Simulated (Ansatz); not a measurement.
**Ligand exchange: InH(CH3)Br + CH3Cl → InH(CH3)Cl + CH3Br**

Species: InH(CH3)Br, singlet; CH3Cl (chloromethane) `CCl`, singlet; InH(CH3)Cl, singlet; CH3Br (bromomethane) `CBr`, singlet. The partners trade Br for Cl: In–Br and C–Cl bonds give way to In–Cl and C–Br.

Shapes, held fixed at every level: PBE0-D4/def2-TZVP. Programs: Ansatz 0.2.0. The zero-point and thermal change to 298 K, harmonic and unscaled (PBE0-D4/def2-TZVP), is -0.9 kJ/mol.

Question: Estimate ΔH(298 K) of this reaction.

Answer: The highest level, CCSD(T)/def2-TZVPP, gives ΔH(298 K) = +4.4 kJ/mol; the levels span +4.4 to +9.3. The column of differences is taken from that level and isn't an error. No measured value is set beside it here. For atoms past krypton def2 sets carry core potentials with scalar relativity. Relativity is left out for Br. Outer-core shells of Br, In are correlated in most correlated rows, in sets that cover them unevenly. Times are processor times on shared x86 and Arm servers, and rough.

```json
{"level": "SPW92/def2-TZVPP", "kind": "LDA", "ΔH(298 K) (kJ/mol)": "+8.6", "less CCSD(T)/def2-TZVPP": "+4.2", "CPU time (sum over the molecules)": "21 s"}
{"level": "r2SCAN-D4/def2-TZVPP", "kind": "meta-GGA", "ΔH(298 K) (kJ/mol)": "+6.6", "less CCSD(T)/def2-TZVPP": "+2.2", "CPU time (sum over the molecules)": "45 s"}
{"level": "PBE0-D4/def2-TZVPP", "kind": "global hybrid", "ΔH(298 K) (kJ/mol)": "+8.4", "less CCSD(T)/def2-TZVPP": "+4.0", "CPU time (sum over the molecules)": "31 s"}
{"level": "wB97M-V/def2-TZVPP", "kind": "range-separated hybrid", "ΔH(298 K) (kJ/mol)": "+6.7", "less CCSD(T)/def2-TZVPP": "+2.3", "CPU time (sum over the molecules)": "88 s"}
{"level": "CCSD(T)/def2-SVP", "kind": "coupled cluster or CI", "ΔH(298 K) (kJ/mol)": "+8.7", "less CCSD(T)/def2-TZVPP": "+4.3", "CPU time (sum over the molecules)": "27 s"}
{"level": "CCSD/def2-SVP", "kind": "coupled cluster or CI", "ΔH(298 K) (kJ/mol)": "+9.3", "less CCSD(T)/def2-TZVPP": "+4.9", "CPU time (sum over the molecules)": "–"}
{"level": "CCSD(T)/def2-TZVPP", "kind": "coupled cluster or CI", "ΔH(298 K) (kJ/mol)": "+4.4", "less CCSD(T)/def2-TZVPP": "0.0", "CPU time (sum over the molecules)": "7.5 min"}
```

Exchanging bromide for chloride on indium is slightly endothermic at every level, so the reactants are mildly favoured in enthalpy. Chlorine binds more strongly than bromine to both carbon and indium, and the small result is the difference between these two preferences. Chlorine's compact valence orbitals overlap well with those of carbon, so giving up C–Cl for C–Br is costly. The more polar In–Cl bond recovers most of that cost through its stronger electrostatic attraction, but indium's large, diffuse valence shell probably limits the gain.

Because each side has one indium–halogen and one carbon–halogen single bond, much of the error should cancel, which helps explain why even the LDA stays close to the hybrids. The coupled-cluster value nevertheless falls from +8.7 to +4.4 kJ/mol on enlarging the basis, whereas adding triples in the small basis changes little. One-particle convergence therefore matters more here than the triples, and the weak preference for the reactants is better supported than its exact size. The enthalpy alone doesn't show whether the exchange is kinetically accessible.
